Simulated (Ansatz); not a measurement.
# A van 't Hoff estimate for C2H8Si ⇌ C2H4 + SiH4

Species: C2H8Si `CC[SiH3]`, singlet; C2H4 `C=C`, singlet; SiH4 (silane) `[SiH4]`, singlet. This is a balance of energies; it says nothing on the path, which may need atoms to shift.

The electronic reaction energy at CCSD(T)/CBS estimate is +135.2 kJ/mol. Shapes: PBE0-D4/def2-TZVP. Programs: Ansatz 0.2.0. Enthalpy and entropy come from rigid-rotor, harmonic-oscillator sums on unscaled PBE0-D4/def2-TZVP wavenumbers, ideal gases at 1 bar. Symmetry numbers: C2H8Si 1, C2H4 4, SiH4 12. R = 8.3145 J/(mol K).

| T (K) | ΔH (kJ/mol) | ΔS (J/(mol K)) |
| --- | --- | --- |
| 700 | +116.9 | +120.9 |
| 1000 | ? | ? |
| 1300 | +109.5 | +113.5 |

**Question.** Work out ln K at 700 and 1300 K, and from these estimate it at 1000 K.

**Answer.** 
1. 700 K: ΔG = +116.9 − 700 × (+120.9)/1000 = +32.3 kJ/mol; ln K = −ΔG/RT = -5.55.
2. 1300 K: ΔG = +109.5 − 1300 × (+113.5)/1000 = -38.1 kJ/mol; ln K = −ΔG/RT = +3.52.
3. Slope against 1000/T: (+3.52 − (-5.55))/(0.7692 − 1.4286) = -13.76, that is −ΔH/R with ΔH near +114 kJ/mol.
4. 1000 K: ln K = -5.55 + (-13.76) × (1.0000 − 1.4286) = +0.35.

The full sums give ΔH = +113.5 kJ/mol, ΔS = +116.9 J/(mol K), ΔG = -3.4 kJ/mol and ln K = +0.41 at 1000 K, so the line is off by -0.06 in ln K; without rounding the miss is -0.07, from the change of ΔH with temperature. The products are favoured at 1 bar above about 970 K, give or take 85 K for 10 kJ/mol in the energy. The number of molecules rises, which sets the sign of ΔS, and lower pressure favours the products. An error of 10 kJ/mol in the energy moves ln K by 1.2 at 1000 K. Soft modes are treated as harmonic, which can err either way at these temperatures; the lowest are those of C2H8Si (142 cm⁻¹). The CBS estimate extrapolates MP2 from def2-TZVPP and def2-QZVPP and adds CCSD(T) − MP2 in the triple-zeta set, cores frozen.

Eliminating silane from ethylsilane is uphill in enthalpy but gains entropy, so the balance tips from ethylsilane at 700 K to the separated products at 1300 K. The cost is one of bonding: a Si–C and a C–H σ bond are given up for a Si–H σ bond and the π bond of ethylene, and the weaker π overlap doesn't make good the loss. The entropy gain comes mainly from turning internal vibrations of one molecule into translation and rotation of two.

The same exchange explains why ΔH and ΔS both fall on heating. Once the lost vibrations are well excited, they hold more heat capacity than the motions replacing them. The two drifts largely cancel in ΔG, so the straight line works well, while the negative heat-capacity change bends the true curve slightly above it at 1000 K. The result supports a thermal reversal of hydrosilylation for these three species alone; loss of hydrogen to form silylenes, or deposition of solid silicon, could still govern the composition of a real hot gas.
